### Question

How much pressure does it take to change the volume of a solid by a few percent, and how much energy is stored? The table gives computed answers for four tellurides, all held in the zincblende structure.

Zincblende tellurides computed with Ansatz 0.2.0: PBEsol, scalar-relativistic, plane-wave PAW, 420 eV cutoff, 8 × 8 × 8 k points, Gaussian smearing of 0.05 eV. NbTe and TaTe were run with collinear spin, YTe and TeRu without spin. The reference is the cell relaxed to zero pressure; pressure is positive in compression, and the moment is the largest on any one atom.

| compound | V/V(ref) | volume (Å³/atom) | energy less that of the reference cell (meV/atom) | pressure (GPa) | largest spin moment (muB) |
| --- | --- | --- | --- | --- | --- |
| YTe | 0.960 | 37.34 | 8.9 | 1.93 | 0.00 |
| YTe | 0.980 | 38.12 | 2.1 | 0.90 | 0.00 |
| YTe | 1.000 | 38.89 | 0.0 | -0.02 | 0.00 |
| YTe | 1.020 | 39.67 | 2.1 | -0.84 | 0.00 |
| YTe | 1.040 | 40.45 | 8.0 | -1.59 | 0.00 |
| NbTe | 0.960 | 29.56 | 11.1 | 3.06 | 1.30 |
| NbTe | 0.980 | 30.17 | 2.5 | 1.42 | 1.32 |
| NbTe | 1.000 | 30.79 | 0.0 | 0.00 | 1.36 |
| NbTe | 1.020 | 31.41 | 2.3 | -1.20 | 1.41 |
| NbTe | 1.040 | 32.02 | 8.8 | -2.19 | 1.47 |
| TeRu | 0.960 | 23.59 | 14.4 | 4.92 | 0.00 |
| TeRu | 0.980 | 24.08 | 3.4 | 2.30 | 0.00 |
| TeRu | 1.000 | 24.57 | 0.0 | -0.03 | 0.00 |
| TeRu | 1.020 | 25.06 | 3.3 | -2.09 | 0.00 |
| TeRu | 1.040 | 25.55 | 12.6 | -3.93 | 0.00 |
| TaTe | 0.960 | 29.07 | 9.4 | 2.88 | 1.00 |
| TaTe | 0.980 | 29.67 | 2.4 | 1.08 | 1.03 |
| TaTe | 1.000 | 30.28 | 0.0 | -0.01 | 1.17 |
| TaTe | 1.020 | 30.89 | 2.9 | -1.54 | 1.19 |
| TaTe | 1.040 | 31.49 | 11.4 | -2.91 | 1.20 |

(a) Derive a rule for pressure and energy that needs only the reference volume and one stiffness for each compound. Take the stiffness from the pressures at V/V(ref) = 0.980 and 1.020.

(b) Apply it to YTe at 0.960 and to NbTe at 1.040.

(c) Judge the rule over all four compounds. Where it fails, find the reason, and show how the pressures alone could have given a warning.

### Model answer, part (a)

Let c = 1 − V/V(ref) be the fractional compression, so that c is negative on expansion. The stiffness is the bulk modulus B = −V dP/dV, the pressure gained per fractional loss of volume. It isn't constant. Squeezed atoms repel each other ever more steeply, while stretched bonds weaken, so a solid hardens under compression and softens under expansion. In many solids B grows by roughly 5 GPa for each GPa of pressure, and this round value is used here without adjustment to the table.

To first order in c, the slope of the pressure is then

dP/dc = B(1 + 5c)/(1 − c) ≈ B(1 + 6c),

where B now means the value at the reference volume. Adding up the slope from c = 0 gives the pressure, and adding up the work done against that pressure gives the energy per atom:

P ≈ B c (1 + 3c)

dE ≈ ½ B V(ref) c² (1 + 2c)

**Remark on the reasoning.** The brackets carry the physics of hardening. Without them the pressure would be a straight line and the energy a symmetric parabola. Reading B from both sides of the reference is a useful trick, because the hardening terms cancel in the difference:

B ≈ [P(0.980) − P(1.020)]/0.04

### Model answer, part (b)

**YTe at 0.960.** The two pressures at 2 percent give B = (0.90 + 0.84)/0.04 = 43.5 GPa. They are the input; the pressure at 4 percent and the energies are not used. With c = 0.04,

P ≈ 43.5 × 0.04 × 1.12 = 1.95 GPa.

One GPa Å³ equals 6.24 meV, so B V(ref) = 43.5 × 38.89 × 6.24 meV, or 10.56 eV per atom. Half of c² is 0.0008, hence

dE ≈ 10.56 eV × 0.0008 × 1.08 = 9.1 meV per atom.

The table has 1.93 GPa and 8.9 meV.

**NbTe at 1.040.** Here B = (1.42 + 1.20)/0.04 = 65.5 GPa and c = −0.04. The crystal is being pulled, so the pressure is negative:

P ≈ −65.5 × 0.04 × 0.88 = −2.31 GPa

dE ≈ 12.59 eV × 0.0008 × 0.92 = 9.3 meV per atom

The table has −2.19 GPa and 8.8 meV. Both estimates are about 5 percent too large in size, which means that NbTe softens on expansion faster than the rule allows.

**Remark on the reasoning.** The table offers a clue: the spin moment counted at the Nb site grows from 1.30 to 1.47 μB between the smallest and the largest cell. Expansion narrows the metal's d bands, so it costs less to turn electrons from one spin direction to the other. A moment that is free to adjust lets the crystal lower its energy, and the crystal then resists the change of volume less than it would with a frozen moment. The moment responds more strongly in the larger cells, so the extra softening should be greatest there. This cause is argued here and not computed; a calculation with the moment held fixed would test it.

### Model answer, part (c)

For YTe and TeRu, which were computed without spin so that their zero moments are imposed, the rule works well. At a volume change of 4 percent its pressures lie within 4 percent of the computed ones and its energies within 3 percent. A straight line through the same input misses the pressure by up to 12 percent, so the hardening term earns its place. The printed output after this text compares the estimates with every row.

These two compounds also show how to carry the rule to a neighbouring case. TeRu is 2.5 times as stiff as YTe, yet the same compression to 0.960 costs only 1.6 times the energy per atom. The energy follows the product of stiffness and volume, and an atom in TeRu occupies only 0.63 of the volume that it has in YTe. Dense packing of the bonding electrons usually makes a solid stiffer, so a smaller cell suggests a higher pressure, but a less dramatic rise in energy.

TaTe breaks the rule, with errors of about 20 percent in both pressure and energy at 1.040. The pressure at 0.980 is missed by 29 percent, although it was part of the input. The close pressure at 0.960 is an accident, since the energy estimated there is 14 percent too high. It even breaks the sign of the expected asymmetry. A solid that hardens under pressure should cost more to compress than to expand by the same fraction, as the other three do. TaTe costs 9.4 meV at 0.960 and 11.4 meV at 1.040.

The reason most likely lies in its magnetic state. Between 0.980 and 1.000 the moment at the Ta site jumps from 1.03 to 1.17 μB, while every other step changes it by 0.03 μB or less. Just there the pressure also falls less than in any other step. The curve therefore seems to join pieces of different magnetic states, though five volumes can't exclude a single state whose moment changes very fast. Either way, a B taken across the jump describes neither side, even though it comes out at 65.5 GPa, exactly as for NbTe, and looks quite ordinary.

The pressures give the warning if B is read from each side separately:

compression side: B ≈ [P(0.980) − P(1.000)]/(0.02 × 1.06)

expansion side: B ≈ [P(1.000) − P(1.020)]/(0.02 × 0.94)

For YTe, NbTe and TeRu the two values agree within about 5 percent. For TaTe they are 51 and 81 GPa.

The same step offers a repair. The cells from 1.000 to 1.040 share nearly the same moment, so the expansion-side value should serve for all of them. It gives −2.86 GPa and 11.3 meV at 1.040, against −2.91 GPa and 11.4 meV in the table. The pressure at 1.020 was input, but the row at 1.040 was not. Carried over to 0.960, the same B gives 3.65 GPa where the table has 2.88 GPa, so the cell with the smaller moment pushes outward less than the larger cells would suggest.

**Remark on the reasoning.** The rule assumes a smooth curve and a small change of volume. The table tests it only up to 4 percent either way. Far out on the expansion side the formula itself misleads, since its slope 1 + 6c falls to zero at c = −1/6, a limit set by the cut-off series and not by the strength of any crystal.

It also assumes that the solid keeps its shape. The runs used here change only the volume and can't test that. A warning supplied with the data says that elastic constants find zincblende NbTe, TeRu and TaTe unstable, but the constants themselves are not among these runs. If the warning is right, a real sample would tend to distort instead of following these curves. Zincblende may in any case be only a hypothetical structure for these tellurides. To estimate the response of a real sample, the rule needs the stiffness of the phase actually present. The computed stiffnesses also carry an error of unknown size, because PBEsol was run with PAW datasets made for PBE.

One question about TaTe remains open. Four of its cells were started from free atoms, but no such start is recorded for the reference cell. A difference in the start can't be the whole cause of the jump, because the cells at 0.980 and 1.020 started alike and still differ in moment. But a cell may have settled in a state that isn't its lowest, and the reference cell was not checked for a lower one. Following each magnetic state through all five volumes and comparing the energies would decide it; because tantalum is heavy, spin–orbit coupling, left out here, should be included in that comparison. Each cell here holds a single metal atom, so the moments of all metal atoms are parallel by construction; other magnetic orders would need a larger cell.

The analysis program printed:

```
Rule of thumb against the table:
   row  compression  B both sides GPa  B compression side GPa  B expansion side GPa  B times V0 eV/atom  P estimate GPa  P table GPa  dE estimate meV/atom  dE table meV/atom
   YTe         0.04              43.5                    43.4                 43.62               10.56           1.949         1.93                 9.124                8.9
   YTe         0.02              43.5                    43.4                 43.62               10.56          0.9222          0.9                 2.197                2.1
   YTe            0              43.5                    43.4                 43.62               10.56               0        -0.02                     0                  0
   YTe        -0.02              43.5                    43.4                 43.62               10.56         -0.8178        -0.84                 2.027                2.1
   YTe        -0.04              43.5                    43.4                 43.62               10.56          -1.531        -1.59                 7.772                  8
  NbTe         0.04              65.5                   66.98                 63.83               12.59           2.934         3.06                 10.88               11.1
  NbTe         0.02              65.5                   66.98                 63.83               12.59           1.389         1.42                 2.618                2.5
  NbTe            0              65.5                   66.98                 63.83               12.59               0            0                     0                  0
  NbTe        -0.02              65.5                   66.98                 63.83               12.59          -1.231         -1.2                 2.417                2.3
  NbTe        -0.04              65.5                   66.98                 63.83               12.59          -2.306        -2.19                 9.264                8.8
  TeRu         0.04             109.7                   109.9                 109.6               16.83           4.917         4.92                 14.54               14.4
  TeRu         0.02             109.7                   109.9                 109.6               16.83           2.327          2.3                 3.501                3.4
  TeRu            0             109.7                   109.9                 109.6               16.83               0        -0.03                     0                  0
  TeRu        -0.02             109.7                   109.9                 109.6               16.83          -2.063        -2.09                 3.231                3.3
  TeRu        -0.04             109.7                   109.9                 109.6               16.83          -3.863        -3.93                 12.39               12.6
  TaTe         0.04              65.5                   51.42                 81.38               12.38           2.934         2.88                  10.7                9.4
  TaTe         0.02              65.5                   51.42                 81.38               12.38           1.389         1.08                 2.574                2.4
  TaTe            0              65.5                   51.42                 81.38               12.38               0        -0.01                     0                  0
  TaTe        -0.02              65.5                   51.42                 81.38               12.38          -1.231        -1.54                 2.377                2.9
  TaTe        -0.04              65.5                   51.42                 81.38               12.38          -2.306        -2.91                 9.111               11.4
Largest pressure miss at 4 percent, YTe and TeRu [percent]: 3.698
Largest pressure miss at 4 percent, NbTe [percent]: 5.279
Largest pressure miss at 4 percent, TaTe [percent]: 20.77
Largest pressure miss of the straight line at 4 percent, YTe and TeRu [percent]: 11.7
Largest energy miss at 4 percent, YTe and TeRu [percent]: 2.848
Largest energy miss at 4 percent, NbTe [percent]: 5.272
Largest energy miss at 4 percent, TaTe [percent]: 20.08
Largest energy miss of the plain parabola at 4 percent, YTe and TeRu [percent]: 6.849
TaTe at 1.040, pressure estimated with B of the expansion side [GPa]: -2.865
TaTe at 1.040, energy estimated with B of the expansion side [meV/atom]: 11.32
TaTe at 0.960, pressure estimated with B of the expansion side [GPa]: 3.646
B of TeRu over B of YTe [ratio]: 2.523
Reference volume of TeRu over that of YTe [ratio]: 0.6317
Energy at 0.960 of TeRu over that of YTe [ratio]: 1.618
NbTe, rise of the site moment from 0.960 to 1.040 [muB]: 0.17
TaTe, rise of the site moment from 0.980 to 1.000 [muB]: 0.14
```
